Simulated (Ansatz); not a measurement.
# Pressure, energy and Kohn–Sham gap of a 71-atom amorphous Si0.9Ge0.1 cell between −10 % and +6 % volume (PBE)

A solid at zero pressure should cost energy when it is squeezed. Our cell of amorphous Si0.9Ge0.1 does the opposite: at 3 % less volume its energy is 24.9 meV/atom lower, although its pressure has risen to 2.5 GPa. We ask how pressure, energy and gap follow the volume, and how these two signs can both be right. The answer matters wherever an elastic constant of a glass is drawn from a few compressed and stretched cells. We calculated one melt-quenched sample with PBE at six volumes, relaxing the atoms at each. Volume changes and energies count from the relaxed cell. Pressure is positive under compression, and the gap is the Kohn–Sham gap at Γ.

## Set-up

One cell of 71 atoms, Si64Ge7 in reduced formula. Start: 71 atoms (64 Si, 7 Ge) placed at random at 2.54 g/cm³, melted at 3500 K for 10 ps at fixed volume with the Tersoff potential (Tersoff, Phys. Rev. B 39, 5566 (1989)). Quenched from 3500 K to 300 K at 100 K/ps and fixed volume, held 5 ps. Cell and atoms were then relaxed in DFT. From that cell the volume was scaled evenly and the atoms were relaxed again at each fixed cell. Ansatz 0.2.0: Kohn-Sham DFT with PBE, PAW potentials, plane waves to 420 eV, k-points Γ alone, no spin polarisation, no spin-orbit coupling. Occupations: Gaussian smearing of 0.025 eV. The cutoff and the k-mesh are held, so the number of plane waves changes with the volume. In the run that the rows count from, the cell has a density of 2.60 g/cm³, a pressure of 0.0 GPa and a spacing of 0.40 eV between highest filled and lowest empty level, and its k-points sample 11 Å along the shortest periodic direction.

Notes on method and selection:

- The gap is read on the run's k-points alone; rows whose frontier levels are partly filled show none.
- Semilocal functionals tend to put gaps under measured ones.
- In disordered cells the gap varies from sample to sample, and tail or defect states can set it.
- Cells made by classical potentials are single samples, quenched or equilibrated over picoseconds, then relaxed in DFT to a nearby minimum.
- In a glass, relaxing at another volume can switch bonds, so the points needn't lie on one elastic curve.
- All values are for 0 K, without vibrations.
- Where atoms are relaxed at each volume, a cell can fall into another minimum, and loose force tolerances leave some of the strain unrelaxed.
- Series whose pressures fit the equation of state badly weren't written up.
- Runs that did not converge, have known faults or may not be shown are not listed, and runs on Ansatz's PAW sets soft_1 and soft_2 are kept to separate tables.

Columns:

- volume change (%): change of the cell's volume from the relaxed cell, all three axes scaled alike.
- volume (Å³/atom): volume per atom.
- pressure (GPa): pressure, a third of the trace of the stress, positive under compression, without a kinetic term.
- energy (meV/atom): free energy per atom less that of the relaxed cell.
- gap (eV): Kohn-Sham gap: lowest empty less highest filled level over the k-points of the run.

## Computed values

| member | volume change (%) | volume (Å³/atom) | pressure (GPa) | energy (meV/atom) | gap (eV) |
| --- | --- | --- | --- | --- | --- |
| −10 % | −10 | 18.7020 | 6.493 | 17.267 | 0.359 |
| −6 % | −6 | 19.5332 | 4.795 | −10.755 | 0.500 |
| −3 % | −3 | 20.1565 | 2.478 | −24.865 | 0.490 |
| relaxed cell | 0 | 20.7800 | 0.005 | 0.000 | 0.399 |
| +3 % | 3 | 21.4034 | −1.682 | 3.278 | 0.368 |
| +6 % | 6 | 22.0268 | −3.050 | 12.427 | 0.336 |

Least-squares fits to the whole series, with x = volume change (%); R² and errors in the fitted variable (y, or ln y where the fit is in ln y):

| y | members | fit | R² | rms residual | leave-one-out rms | the same for the mean of the others |
| --- | --- | --- | --- | --- | --- | --- |
| pressure (GPa) | 6 | y = 0.4439 − 0.6296 x + 4.208×10⁻⁴ x² | 0.99 | 0.35 | 1.2 | 4.1 |
| energy (meV/atom) | 6 | y = −11.54 + 2.081 x + 0.4599 x² | 0.73 | 7.4 | 19 | 17 (fit no better) |

## Why the values move as they do

The pressure falls from row to row as the volume grows. The energy does not form a single valley around the relaxed cell: it rises on stretching, but is lowest at −3 %. The gap is largest at −6 % (0.500 eV) and smallest at +6 % (0.336 eV), and it drops again at −10 %.

The simplest model treats the glass as one elastic network. Let s = (V − V₀)/V₀, with V₀ the volume per atom of the relaxed cell.

1. We assume that the atoms keep their neighbours and shift smoothly with the cell. The energy per atom E is then a smooth function of s.
2. The relaxed cell has practically no pressure, so E has no term linear in s.
3. For small s we keep two terms: E = V₀ (B s²/2 − C s³/3). B is the bulk modulus at V₀. C describes the anharmonicity of the bonds, which resist shortening more steeply than lengthening.
4. At 0 K and without vibrations, P = −dE/dV = −(1/V₀) dE/ds, which gives P = −B s + C s².

With B and C positive, the model demands a pressure that climbs ever faster under compression and an energy that rises on both sides of s = 0. Two pressures fix both constants, and the energies then serve as a test, since they do not enter the fit.

The model says nothing about the gap. From the relaxed cell to +6 % the gap shrinks by 0.399 − 0.336 = 0.063 eV, in two nearly equal steps. A possible cause is that longer bonds split bonding and antibonding states less. Tail states at the band edges could also set this slope.

## The model against the table

We fix the model on the pressures of the +3 % and +6 % cells. Dividing −P by s gives B − C s:

- +3 %: 1.682 / 0.03 = 56.07 GPa
- +6 %: 3.050 / 0.06 = 50.83 GPa

Hence C = (56.07 − 50.83) / 0.03 = 175 GPa and B = 56.07 + 0.03 × 175 = 61.3 GPa. These constants are soft: a shift of 0.1 GPa in the +3 % pressure alone would move B by 2 × 0.1 / 0.03 = 7 GPa. The self-consistency threshold at the changed volumes was also loose for a stress, which adds to the uncertainty of these pressures.

Pressures of the compressed cells:

- −3 %: 61.3 × 0.03 + 175 × 0.03 × 0.03 = 2.00 GPa; table 2.478
- −6 %: 61.3 × 0.06 + 175 × 0.06 × 0.06 = 4.31 GPa; table 4.795
- −10 %: 61.3 × 0.10 + 175 × 0.10 × 0.10 = 7.88 GPa; table 6.493

For energies, 1 GPa·Å³ = 6.242 meV, so V₀ contributes 20.78 × 6.242 = 129.7 meV/GPa:

- +3 %: 129.7 × 0.03 × 0.03 × (61.3 / 2 − 175 × 0.03 / 3) = 3.4 meV/atom; table 3.278
- +6 %: 129.7 × 0.06 × 0.06 × (61.3 / 2 − 175 × 0.06 / 3) = 12.7 meV/atom; table 12.427
- −3 %: 129.7 × 0.03 × 0.03 × (61.3 / 2 + 175 × 0.03 / 3) = 3.8 meV/atom; table −24.865
- −6 %: 129.7 × 0.06 × 0.06 × (61.3 / 2 + 175 × 0.06 / 3) = 15.9 meV/atom; table −10.755
- −10 %: 129.7 × 0.10 × 0.10 × (61.3 / 2 + 175 × 0.10 / 3) = 47.3 meV/atom; table 17.267

For the three compressed cells the typical miss in pressure is 0.9 GPa, against 4.1 GPa for the mean of the others over the series. In energy it is 28 meV/atom, against 17 for that mean, so there the model fails.

## Exceptions

Largest departures from the fit to the whole series:

| member | pressure (GPa) | fit | computed − fit | in rms residuals |
| --- | --- | --- | --- | --- |
| −6 % | 4.795 | 4.237 | +0.558 | 1.6 |
| relaxed cell | 0.005 | 0.444 | −0.439 | 1.3 |
| −10 % | 6.493 | 6.782 | −0.289 | 0.8 |
| +6 % | −3.050 | −3.319 | +0.269 | 0.8 |

The energies of the compressed cells lie below the model by about 29, 27 and 30 meV/atom at −3, −6 and −10 %. Such a uniform shift points to a change of network, and the first assumption is the one that fails. While these cells relaxed, some atoms moved by a large part of a bond length; in the stretched cells all shifts stayed small.

The cells at −3 % and −6 % are consistent with one shared new network that responds elastically. The mean pressure times the volume change gives (2.478 + 4.795) / 2 × (20.1565 − 19.5332) × 6.242 = 14.1 meV/atom, and the energies differ by 24.865 − 10.755 = 14.1 meV/atom.

At −10 % the pressure is about 1.4 GPa below the model, whereas at −3 and −6 % it is about 0.5 GPa above. The atoms also moved further on average, so a further rearrangement that relieves pressure is likely.

The stress in the compressed cells differs clearly between the axes, so their pressure is an average over an uneven load. Their gaps belong to altered networks too, and do not continue the slope of the stretched side.

## Conclusions

From the relaxed cell to +6 %, one elastic curve with a bulk modulus near 60 GPa describes both pressure and energy. The compressed cells have settled into other networks, which by the model's estimate lie lower than the original one would at the same volume. This resolves the puzzle: pressure is the local slope of the energy within one network, while the 24.9 meV/atom is a difference between two. The relaxed cell is therefore a local minimum, and a single curve through all six energies has no elastic meaning.

For the gap, the whole spread is 0.500 − 0.336 = 0.164 eV. PBE usually puts the gaps of such semiconductors too low, probably by more than this spread. The changes along the stretched side are of more use than the absolute values, and they hold for this one sample.
